At the point M the lowest empty level of the alloy ZnNi lies 3.34 eV above the Fermi energy, the energy that divides filled from empty levels. It is the lowest of the empty levels in the table, and yet it is the one that lies far too high. If the outer electrons moved freely through the crystal, the waves from which this level appears to be built would lie about 4.4 eV further down. At the other three points the same free-electron picture comes within about 1.2 eV.

Levels of cubic ZnNi (Pm-3m, one Zn and one Ni per cell, a = 2.908 Å, measured cell from COD), computed with Ansatz 0.2.0, all-electron LAPW, PBEsol, scalar-relativistic. The spin-polarized run used a magnetic start, a 13 × 13 × 13 k-point mesh and Fermi-Dirac smearing of 0.05 eV. Energies are relative to the Fermi energy, and degenerate levels are repeated.

| k-point | k in reciprocal vectors | spin | band -2 (eV) | band -1 (eV) | band +1 (eV) |
| --- | --- | --- | --- | --- | --- |
| GAMMA | 0 0 0 | up | -0.86 | -0.86 | 7.06 |
| GAMMA | 0 0 0 | down | -0.86 | -0.86 | 7.06 |
| X | 0 0.5 0 | up | -0.94 | -0.13 | 12.83 |
| X | 0 0.5 0 | down | -0.94 | -0.13 | 12.83 |
| M | 0.5 0.5 0 | up | -1.10 | -0.57 | 3.34 |
| M | 0.5 0.5 0 | down | -1.10 | -0.57 | 3.34 |
| R | 0.5 0.5 0.5 | up | -0.54 | -0.54 | 4.55 |
| R | 0.5 0.5 0.5 | down | -0.54 | -0.54 | 4.55 |

Each row is one wave vector k, which fixes how the phase of an electron wave changes from cell to cell. Band -1 is the highest filled level at that k and band +1 the lowest empty one. Their separation is no band gap, since bands cross the Fermi energy between these points and the alloy is a metal. The rows for up and down spin agree because the calculation, started with a magnetic moment, ended without one.

The two columns behave very differently. Band -1 varies by only 0.7 eV over the four points. By the count of bands it appears to follow the upper edge of the nickel d levels, whose compact orbitals form fairly narrow bands. Band +1 varies by 9.5 eV, as expected of extended waves whose energy is mostly kinetic. It is these waves that the free-electron picture should describe.

In that picture a wave's energy, measured from the bottom of the band, is the squared length of its wave vector times ħ²(2π/a)²/2m, where a is the cube edge, m the electron mass and lengths are counted in units of 2π/a. For this cell the factor is 17.8 eV. Adding reciprocal lattice vectors to k gives further wave vectors, and waves whose vectors are equally long form a shell. The lowest empty level should sit in the lowest shell that still has room.

Counting filled levels tells which shell that is. After the core-like levels and ten d levels are set aside, the lowest shell is full at GAMMA and X, so the next one counts. At R the lowest shell is entirely empty. Only at M is it partly filled, with two of its four places taken.

The estimate for M then runs as follows. The wave vector (½, ½, 0) has squared length ½, so the shell lies 8.9 eV above the band bottom. The bottom itself is 9.95 eV below the Fermi energy, which puts the shell at about -1.1 eV, against the computed 3.34 eV. Taken literally, free waves at -1.1 eV would all be filled, and the lowest empty level would come from the next shell, at 16.7 eV. The count of two filled places out of four shows instead that the shell is split, with part of it, perhaps mixed with d levels, pushed above the Fermi energy. No constant of the model was fitted to the rows, but it takes the band bottom, the Fermi energy and the level count from the calculation; two free electrons per cell would fill the band too shallowly. The printed output below compares all rows.

What sets M apart can be argued from the shape of its four waves. Two of their combinations look the same when inverted through an atom, and so do d orbitals; these two can mix with d levels. The other two change sign on inversion, so the mixing cancels exactly. The unsplit shell also lies close to the nickel d levels, which are centred near -1.6 eV by a rough count of bands, and levels that lie close together and mix push each other apart strongly.

Two coupled pendulums of nearly equal frequency show the same effect: joined by a spring, they have two common swings whose frequencies lie further apart than those of the separate pendulums. On this account, the upper partner in the crystal is a mixture of extended wave and d orbitals, lifted above the Fermi energy, while the pair that cannot mix stays low and takes the two filled places. The first empty level at M is then a lifted one. The low pair cannot be the table's two highest filled levels at M, which differ in energy: a quarter turn of the crystal changes one wave of the pair into the other, so both must have the same energy. The pendulums illustrate only the pushing apart; which waves may couple is decided by symmetry.

The same reasoning would explain why the other points are spared. At GAMMA and R the shell with room contains waves that symmetry keeps free of d character, and these can supply the lowest empty level near its free-electron position. At X the shell lies more than 10 eV above the d levels, too far away for a strong push.

Mixing is probably not the whole cause. If it acted alone between one extended wave and one d level, the coupling would have to be about 5 eV, which seems too large, though the estimate is crude. The atoms also split the shell without any d mixing. Their attraction lowers the combinations that pile up charge on the atoms, while the need to stay orthogonal to the inner shells raises combinations that overlap those shells. The table gives neither the sign nor the size of this part for the level at M, so how the 4.4 eV is made up remains open.

The open question is therefore the symmetry of the level at 3.34 eV. If its wave keeps its sign on inversion through an atom, as d mixing requires, the explanation remains possible, though not proved. If it changes sign, the d levels cannot have lifted it, and the break at M must come from the other effects of the atoms on the waves.

Output of the analysis:

```
kinetic energy unit (2 pi/a)^2 in eV: 17.79
band bottom at GAMMA from the Fermi energy in eV: -9.95
free-electron model of the lowest empty level, energies in eV:
    row  filled sp levels  room in lowest shell  shell used  free electron  computed  computed less model
  GAMMA                 1                     1           1          7.837      7.06              -0.7766
  GAMMA                 1                     1           1          7.837      7.06              -0.7766
      X                 2                     2        1.25          12.28     12.83               0.5468
      X                 2                     2        1.25          12.28     12.83               0.5468
      M                 2                     4         0.5         -1.057      3.34                4.397
      M                 2                     4         0.5         -1.057      3.34                4.397
      R                 0                     8        0.75           3.39      4.55                 1.16
      R                 0                     8        0.75           3.39      4.55                 1.16
miss at M in eV: 4.397
largest miss at GAMMA, X and R in eV: 1.16
rms miss at GAMMA, X and R in eV: 0.8656
next free-electron shell at M in eV: 16.73
computed level at M less that next shell in eV: -13.39
spread of band -1 over the points in eV: 0.73
spread of band +1 over the points in eV: 9.49
centre of the mostly Ni d bands in eV: -1.611
coupling needed if d mixing alone raised the level at M, crude, in eV: 4.666
filled depth of two free electrons per cell in eV: 6.845
```
